**Outer-electron binding in Er²⁺: quantum defects, radii and the eigenvalue gap**

The table holds binding energies, quantum defects, eigenvalues and mean radii for one 6s, 7s, 7p, 5d or 7d electron over the Er³⁺ 4f¹¹ core, from a spherical, spin-unpolarised Dirac Kohn-Sham atom with PBEsol (ld1.x). The program tests the Rydberg formula with a defect carried over within a series, the Coulomb mean radius from the effective quantum number, and a gap between binding energy and eigenvalue proportional to the inverse radius. The 6s defect predicts the 7s binding to 0.5 % and the 5d defect the 7d binding to 2.8 %, while the radius formula is 3 to 4 % low, and 10 % low for 5d. The one-constant gap model identifies 5d as the outlier but misses the gaps by 6 to 13 %, and neither it nor a power law holds for 4f removal. The 0.056 eV between 6s and 5d is small against the choice of j level and the omitted coupling to the 4f shell.

Quantum ESPRESSO ld1.x 7.5, all-electron Dirac Kohn-Sham atom with PBEsol, spin-unpolarised, spherical densities, point nucleus. Er2+ with one outer electron added to Er3+ [Xe] 4f11, j = l − 1/2 subshells filled first. Energies are total-energy differences, taken from Er2+ [Xe] 4f12 for the ground configuration and to Er3+ [Xe] 4f11 for binding.

## The fit in Python

```python
# Table: Er2+ = Er3+ 4f11 core + one outer electron; ld1.x spherical Dirac Kohn-Sham atom, PBEsol, no spin polarisation.
# Tested: Rydberg formula with transferable defect, Coulomb radius from n*, and binding - |eigenvalue| = c/<r>.
T = {
    'outer_orbital': ['6s1/2', '7s1/2', '7p1/2', '5d3/2', '7d3/2'],
    'excitation_energy': [5.4058, 15.337, 16.985, 5.4619, 19.636],  # eV
    'binding_energy': [20.203, 10.272, 8.6239, 20.147, 5.9727],  # eV
    'quantum_defect': [3.538, 3.547, 3.232, 2.535, 2.472],
    'outer_eigenvalue': [-16.959, -8.8031, -7.3385, -15.285, -5.0595],  # eV
    'outer_mean_radius': [3.1601, 6.1381, 7.0146, 2.259, 9.5762],  # bohr
    'eig_over_binding': [0.839, 0.857, 0.851, 0.759, 0.847],
}
import numpy as np
from scipy.constants import physical_constants as pc
Ha = pc['Hartree energy in eV'][0]; Z = 3; K = Z*Z*Ha/2
o = [str(x) for x in T['outer_orbital']]; ix = {k[:2]: i for i, k in enumerate(o)}
n = np.array([int(k[0]) for k in o]); l = np.array(['spd'.index(k[1]) for k in o])
X, B, d, e, r, q = (np.array(T[k], float) for k in ['excitation_energy', 'binding_energy', 'quantum_defect', 'outer_eigenvalue', 'outer_mean_radius', 'eig_over_binding'])
# further outputs of the same runs: outer <1/r> (1/bohr), 1s and 4f7/2 levels (eV), 5p3/2 radius (bohr), empty j partner (eV)
F = {'6s': (0.4019598, -57309.66, -25.8541, 1.473048), '7s': (0.2103163, -57313.57, -29.6873, 1.464279),
     '7p': (0.186418, -57314.12, -30.2377, 1.463932), '5d': (0.5702854, -57306.96, -23.0837, 1.485455),
     '7d': (0.1416838, -57315.21, -31.2868, 1.463243)}
ion = (-57318.77, -34.8348, 1.461624); P = {'7p': -7.0432, '5d': -14.8577, '7d': -5.0166}
F0s, G3, F0f, e4f, r4f = 7.746094, 0.4037956, 32.77747, -16.9045, 0.8298349  # last two from the 4f12 run
S = X + B; ns = np.sqrt(K/B); dd = n - ns; fault = 0.9e-3*Ha
print(f"excitation + binding: mean {S.mean():.4f} eV, spread {np.ptp(S):.4f} eV; 9 Ry = {K:.3f} eV")
print("orbital, n*, defect recomputed, defect in table, no-defect B (eV), B/no-defect, defect change for 0.9 mhartree")
for i, k in enumerate(o):
    print(f"  {k} {ns[i]:.3f} {dd[i]:.4f} {d[i]:.3f} {K/n[i]**2:.2f} {B[i]*n[i]**2/K:.2f} {ns[i]*fault/(2*B[i]):.4f}")
print(f"rounding of B (0.0005 eV) moves a defect by at most {np.max(ns*5e-4/(2*B)):.5f}")
for a, b in (('6s', '7s'), ('5d', '7d')):
    i, j = ix[a], ix[b]; p = K/(n[j] - dd[i])**2
    print(f"{b} from {a} defect: {p:.3f} eV, table {B[j]:.3f}, error {p-B[j]:+.3f} eV ({100*(p/B[j]-1):+.1f} %), defect change {dd[j]-dd[i]:+.3f}")
print(f"at n = 7: defect s-p {dd[ix['7s']]-dd[ix['7p']]:.3f}, p-d {dd[ix['7p']]-dd[ix['7d']]:.3f}; B s-p {B[ix['7s']]-B[ix['7p']]:.2f}, p-d {B[ix['7p']]-B[ix['7d']]:.2f} eV")
rm = (3*ns**2 - l*(l+1))/(2*Z); re = (3*K/(-e) - l*(l+1))/(2*Z)
print("radius (bohr): table, model with n* from B, error %, model with n* from eigenvalue, error %")
for i, k in enumerate(o):
    print(f"  {k} {r[i]:.3f} {rm[i]:.3f} {100*(rm[i]/r[i]-1):+.1f} {re[i]:.3f} {100*(re[i]/r[i]-1):+.1f}")
s6, d5 = ix['6s'], ix['5d']
print(f"radius 6s - 5d: table {r[s6]-r[d5]:.3f}, model {rm[s6]-rm[d5]:.3f} bohr")
g = B + e; c = np.exp(np.mean(np.log(g*r))); sl, ic = np.polyfit(np.log(r), np.log(g), 1)
gp = np.exp(ic)*r**sl
print(f"gap = B - |eps|: c/<r> with c = {c:.2f} eV bohr; power law exponent {sl:.2f}, prefactor {np.exp(ic):.2f} eV")
print("orbital, gap (eV), gap*r, B*r (eV bohr), c/r error %, power law error %, ratio table, ratio 1-c/(B r)")
for i, k in enumerate(o):
    print(f"  {k} {g[i]:.3f} {g[i]*r[i]:.2f} {B[i]*r[i]:.1f} {100*(c/r[i]/g[i]-1):+.1f} {100*(gp[i]/g[i]-1):+.1f} {q[i]:.3f} {1-c/(B[i]*r[i]):.3f}")
print(f"6s: F0 {F0s:.2f} eV, F0/2 {F0s/2:.2f}, F0/3 {F0s/3:.2f}, gap/F0 {g[s6]/F0s:.3f}")
g4 = S.mean() + e4f
print(f"4f12, not fitted: ratio {-e4f/S.mean():.3f}, gap {g4:.2f} eV, c/r {c/r4f:.2f}, power law {np.exp(ic)*r4f**sl:.2f}, F0(4f, 6s run)/2 {F0f/2:.2f}")
print("orbital, <1/r> over 3/n*^2, <1/r> in eV, 1s shift, 4f7/2 shift (eV, from Er3+), 4f shift over <1/r>, 5p3/2 growth %")
for k, v in F.items():
    print(f"  {k} {v[0]*ns[ix[k]]**2/Z:.2f} {v[0]*Ha:.2f} {v[1]-ion[0]:.2f} {v[2]-ion[1]:.2f} {(v[2]-ion[1])/(v[0]*Ha):.2f} {100*(v[3]/ion[2]-1):.2f}")
print("orbital, j splitting (eV), weighted shift to j average (eV), estimated j-averaged defect")
so = {k: v - e[ix[k]] for k, v in P.items()}; sh = {}
for k in P:
    i = ix[k]; sh[k] = so[k]*(l[i]+1)/(2*l[i]+1)
    print(f"  {k} {so[k]:.3f} {sh[k]:.3f} {n[i]-np.sqrt(K/(B[i]-sh[k])):.3f}")
print(f"splitting 5d/7d: {so['5d']/so['7d']:.1f}, inverse-cube scaling in n* gives {(ns[ix['7d']]/ns[d5])**3:.1f}")
print(f"5d above 6s: {X[d5]-X[s6]:.3f} eV, with j average about {X[d5]-X[s6]+sh['5d']:.2f}; 0.9 mhartree = {fault:.3f} eV; G3(6s,4f7/2) {G3:.2f} eV")
assert np.ptp(S) < 0.002
assert d[l == 0].min() > d[l == 1].max() and d[l == 1].min() > d[l == 2].max()
assert np.all(g > 0) and -1.4 < sl < -0.8
assert np.argmin(q) == d5 and np.argmin(B*r) == d5
```

Running it gives:

```
excitation + binding: mean 25.6089 eV, spread 0.0003 eV; 9 Ry = 122.451 eV
orbital, n*, defect recomputed, defect in table, no-defect B (eV), B/no-defect, defect change for 0.9 mhartree
  6s1/2 2.462 3.5381 3.538 3.40 5.94 0.0015
  7s1/2 3.453 3.5473 3.547 2.50 4.11 0.0041
  7p1/2 3.768 3.2318 3.232 2.50 3.45 0.0054
  5d3/2 2.465 2.5347 2.535 4.90 4.11 0.0015
  7d3/2 4.528 2.4721 2.472 2.50 2.39 0.0093
rounding of B (0.0005 eV) moves a defect by at most 0.00019
7s from 6s defect: 10.217 eV, table 10.272, error -0.055 eV (-0.5 %), defect change +0.009
7d from 5d defect: 6.141 eV, table 5.973, error +0.169 eV (+2.8 %), defect change -0.063
at n = 7: defect s-p 0.316, p-d 0.760; B s-p 1.65, p-d 2.65 eV
radius (bohr): table, model with n* from B, error %, model with n* from eigenvalue, error %
  6s1/2 3.160 3.031 -4.1 3.610 +14.2
  7s1/2 6.138 5.960 -2.9 6.955 +13.3
  7p1/2 7.015 6.766 -3.5 8.010 +14.2
  5d3/2 2.259 2.039 -9.7 3.006 +33.1
  7d3/2 9.576 9.251 -3.4 11.101 +15.9
radius 6s - 5d: table 0.901, model 0.992 bohr
gap = B - |eps|: c/<r> with c = 9.56 eV bohr; power law exponent -1.16, prefactor 12.42 eV
orbital, gap (eV), gap*r, B*r (eV bohr), c/r error %, power law error %, ratio table, ratio 1-c/(B r)
  6s1/2 3.244 10.25 63.8 -6.7 +0.4 0.839 0.850
  7s1/2 1.469 9.02 63.1 +6.1 +2.4 0.857 0.848
  7p1/2 1.285 9.02 60.5 +6.1 +0.2 0.851 0.842
  5d3/2 4.862 10.98 45.5 -12.9 -1.0 0.759 0.790
  7d3/2 0.913 8.74 57.2 +9.4 -1.8 0.847 0.833
6s: F0 7.75 eV, F0/2 3.87, F0/3 2.58, gap/F0 0.419
4f12, not fitted: ratio 0.660, gap 8.70 eV, c/r 11.53, power law 15.43, F0(4f, 6s run)/2 16.39
orbital, <1/r> over 3/n*^2, <1/r> in eV, 1s shift, 4f7/2 shift (eV, from Er3+), 4f shift over <1/r>, 5p3/2 growth %
  6s 0.81 10.94 9.11 8.98 0.82 0.78
  7s 0.84 5.72 5.20 5.15 0.90 0.18
  7p 0.88 5.07 4.65 4.60 0.91 0.16
  5d 1.16 15.52 11.81 11.75 0.76 1.63
  7d 0.97 3.86 3.56 3.55 0.92 0.11
orbital, j splitting (eV), weighted shift to j average (eV), estimated j-averaged defect
  7p 0.295 0.197 3.188
  5d 0.427 0.256 2.519
  7d 0.043 0.026 2.462
splitting 5d/7d: 10.0, inverse-cube scaling in n* gives 6.2
5d above 6s: 0.056 eV, with j average about 0.31; 0.9 mhartree = 0.024 eV; G3(6s,4f7/2) 0.40 eV
```
